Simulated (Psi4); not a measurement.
## How methods differ on CH3ClOZn (SMILES C[O][Zn][Cl])

CH3ClOZn has 7 atoms, charge 0, and is taken as a singlet. As SMILES, `C[O][Zn][Cl]`. The shape was relaxed beforehand at PBE0/def2-TZVP.

Each level gives the dipole moment (D). The values are calculated.

```csv
level,kind,program,value (D)
PBE-D4/def2-TZVPP (density fitting),GGA,Psi4,1.48
r2SCAN-D4/def2-TZVPP (density fitting),meta-GGA,Psi4,1.52
B3LYP-D4/def2-TZVPP (density fitting),global hybrid,Psi4,1.49
PBE0-D4/def2-TZVPP (density fitting),global hybrid,Psi4,1.48
wB97M-V/def2-TZVPP (density fitting),range-separated hybrid,Psi4,1.47
```

The values span 1.47 to 1.52 D. Magnitudes only.

The dipole moment is almost insensitive to the functional. PBE and PBE0 both give 1.48 D, so admixing exact exchange leaves it essentially unchanged, and the largest value, 1.52 D from r2SCAN, does not fit any ordering by exchange content.

This is what one expects of closed-shell Zn(II): the filled 3d shell lies well below the frontier levels, and the strongly polar Zn–O and Zn–Cl bonds leave little near-degeneracy or ambiguity in charge transfer for the functionals to treat differently. Two-coordinate zinc favours a nearly linear O–Zn–Cl arrangement, in which the two bond dipoles largely oppose each other. The modest net moment therefore probably reflects their incomplete cancellation together with the contribution of the bent methoxide group.

Because of that cancellation, the close agreement supports a robust total dipole but not equally robust atomic charges or bond polarities, since similar shifts in both bonds would hardly show in the sum. Nor does agreement among density functionals establish accuracy against experiment or a correlated wavefunction.
